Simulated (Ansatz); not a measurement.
**Abstraction of Br: CH3Br + C2HF2 → CH3 + C2HBrF2**

Species: CH3Br (bromomethane) `CBr`, singlet; C2HF2 `F/[C]=C\F`, doublet; CH3 `[CH3]`, doublet; C2HBrF2 `F/C=C(\F)Br`, singlet. A radical takes Br: the energy is the difference in strength between two C–Br bonds in different surroundings.

Shapes, held fixed at every level: PBE0-D4/def2-TZVP. Programs: Ansatz 0.2.0. Electronic energies: no zero-point or thermal term.

Question: Estimate ΔE of this reaction.

Answer: B2PLYP/def2-TZVPP gives ΔE = -36.5 kJ/mol; the levels span -40.2 to -19.3. The median of the levels is -35.4. No measured value is set beside it here. Spin contamination: C2HF2 (⟨S²⟩ up to 0.94). Open shells run unrestricted unless RO is named. Relativity is left out for Br unless named. Correlated rows may include outer-core shells of Br, which these sets cover unevenly.

| level | kind | ΔE (kJ/mol) |
| --- | --- | --- |
| HF/def2-TZVPP | Hartree–Fock | -19.3 |
| PBE-D4/def2-TZVPP | GGA | -33.0 |
| r2SCAN-D4/def2-TZVPP | meta-GGA | -40.2 |
| B3LYP-D4/def2-TZVPP | global hybrid | -35.4 |
| PBE0-D4/def2-TZVPP | global hybrid | -35.5 |
| wB97X-V/def2-TZVPP | range-separated hybrid | -34.2 |
| B2PLYP/def2-TZVPP | double hybrid | -36.5 |

Bromine transfer from methyl to the difluorovinyl radical is exothermic at every level, so the C–Br bond formed is stronger than the one broken. The main reason is hybridisation. The vinylic carbon binds bromine through an s-rich orbital, giving a shorter, stronger σ bond than the sp³ carbon of bromomethane, and donation from a bromine lone pair into the C=C π system can add a little. The radicals point the same way: methyl relaxes to a planar π radical on release, whereas the vinyl radical keeps its unpaired electron in a σ-type orbital that the π bond cannot delocalise effectively.

The density functionals and the double hybrid lie between -40.2 and -33.0 kJ/mol, which supports a moderate driving force but not a finer ranking of methods. Hartree–Fock, at -19.3 kJ/mol, stands apart, probably because spin polarisation of the π bond lowers the energy of the vinyl radical with no matching gain in the closed-shell product. Without the unfluorinated vinyl radical for comparison, the contribution of fluorine cannot be separated from that of hybridisation.
